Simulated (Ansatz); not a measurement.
# Ligand exchange: C2H6 + C2H7BS2 → C2H6S + C2H7BS

Species: C2H6 (ethane) `CC`, singlet; C2H7BS2 `CCB(S)S`, singlet; C2H6S (ethanethiol) `CCS`, singlet; C2H7BS `CCBS`, singlet. The partners trade H for SH: C–H and B–SH bonds give way to C–SH and B–H.

Shapes, held fixed at every level: PBE0-D4/def2-TZVP. Flexible molecules stand in one conformer, not always the lowest. Programs: Ansatz 0.2.0. The zero-point and thermal change to 298 K, harmonic and unscaled (PBE0-D4/def2-TZVP), is -4.6 kJ/mol.

| level | kind | ΔH(298 K) (kJ/mol) | less CCSD(T)/CBS estimate |
| --- | --- | --- | --- |
| HF/def2-SVP | Hartree–Fock | +117.2 | +1.5 |
| PBE-D4/def2-TZVPP | GGA | +118.3 | +2.6 |
| BHLYP-D4/def2-TZVPP | global hybrid | +116.4 | +0.7 |
| PBE0-D4/def2-TZVPP | global hybrid | +118.9 | +3.2 |
| r2SCAN0-D4/def2-TZVPP | global hybrid | +120.5 | +4.8 |
| CCSD/def2-SVP | coupled cluster or CI | +125.0 | +9.3 |
| CCSD(T)/def2-TZVPP | coupled cluster or CI | +116.6 | +0.9 |
| CCSD(T)/CBS estimate | coupled cluster or CI | +115.7 | 0.0 |

The highest level, CCSD(T)/CBS estimate, gives ΔH(298 K) = +115.7 kJ/mol; the levels span +115.7 to +125.0. The column of differences is taken from that level and isn't an error. No measured value is set beside it here. The CBS estimate extrapolates MP2 from def2-TZVPP and def2-QZVPP and adds CCSD(T) − MP2 in the triple-zeta set, cores frozen.

Moving SH from boron to carbon is strongly endothermic at every level, so the exchange enthalpy clearly favours ethane and the bis(sulfanyl)borane. In the reactant, sulfur lone pairs donate into the formally empty p orbital on boron, reinforcing the polar B–S bonds. Replacing one SH by hydride removes one of these donors, and the saturated carbon that receives the SH has no comparable low-lying acceptor orbital. The exchange also gives up a strong C–H bond for a weaker C–S bond, so both halves of the exchange probably contribute to the cost.

Because all four species are closed-shell and the number of electron-pair bonds is conserved, much of the correlation energy cancels, and even Hartree–Fock lies only +1.5 kJ/mol from the highest level. CCSD/def2-SVP stands furthest away, at +9.3 kJ/mol, probably in large part because its small basis describes correlation unevenly across the changing bonds. The sign of the enthalpy is therefore secure, but the closeness of the cheaper levels doesn't establish a ranking for other boron–sulfur exchanges.
